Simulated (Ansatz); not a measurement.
## Ligand exchange: SbH(CH3)(SiH3) + SiH3(SiH3) → SbH(SiH3)2 + SiH3(CH3)

Species: SbH(CH3)(SiH3), singlet; SiH3(SiH3) (disilane), singlet; SbH(SiH3)2, singlet; SiH3(CH3) (methylsilane), singlet. The partners trade CH3 for SiH3: Sb–CH3 and Si–SiH3 bonds give way to Sb–SiH3 and Si–CH3.

Shapes, held fixed at every level: PBE0-D4/def2-TZVP. Programs: Ansatz 0.2.0. The zero-point and thermal change to 298 K, harmonic and unscaled (PBE0-D4/def2-TZVP), is +1.5 kJ/mol.

```tsv
level	kind	ΔH(298 K) (kJ/mol)	less CCSD(T)/def2-TZVPP
HF/def2-TZVPP	Hartree–Fock	-64.3	-5.9
B3LYP-D4/def2-TZVPP	global hybrid	-60.4	-2.0
BHLYP-D4/def2-TZVPP	global hybrid	-65.9	-7.5
wB97X-V/def2-TZVPP	range-separated hybrid	-60.0	-1.6
B2PLYP/def2-TZVPP	double hybrid	-61.2	-2.8
CCSD(T)/def2-SVP	coupled cluster or CI	-63.9	-5.5
CCSD(T)/def2-TZVPP	coupled cluster or CI	-58.4	0.0
```

The highest level, CCSD(T)/def2-TZVPP, gives ΔH(298 K) = -58.4 kJ/mol; the levels span -65.9 to -58.4. The column of differences is taken from that level and isn't an error. No measured value is set beside it here. For atoms past krypton def2 sets carry core potentials with scalar relativity. Outer-core shells of Sb are correlated in most correlated rows, in sets that cover them unevenly.

The exchange is clearly exothermic at every level, with -58.4 kJ/mol at the highest, and the small thermal term shows that the driving force is electronic. The number of bonds is conserved, but their quality isn't. Carbon moves from antimony to silicon, where the larger electronegativity difference and the better overlap with silicon's more compact valence orbitals make a stronger, more polar bond. The silyl group gives up a weak, nonpolar Si–Si bond for a Sb–Si bond that is also weak, so the gain in Si–C bonding probably dominates.

Hartree–Fock already overshoots the exothermicity of the highest level, so the preference doesn't depend on correlation, which makes the reaction slightly less exothermic in the same basis. Going from the smaller to the larger coupled-cluster basis shifts the result by 5.5 kJ/mol, more than separates several of the functionals from the reference. The direction of exchange is therefore secure, but a fine ranking of those functionals isn't. The reaction enthalpy says nothing about the barrier to ligand transfer.
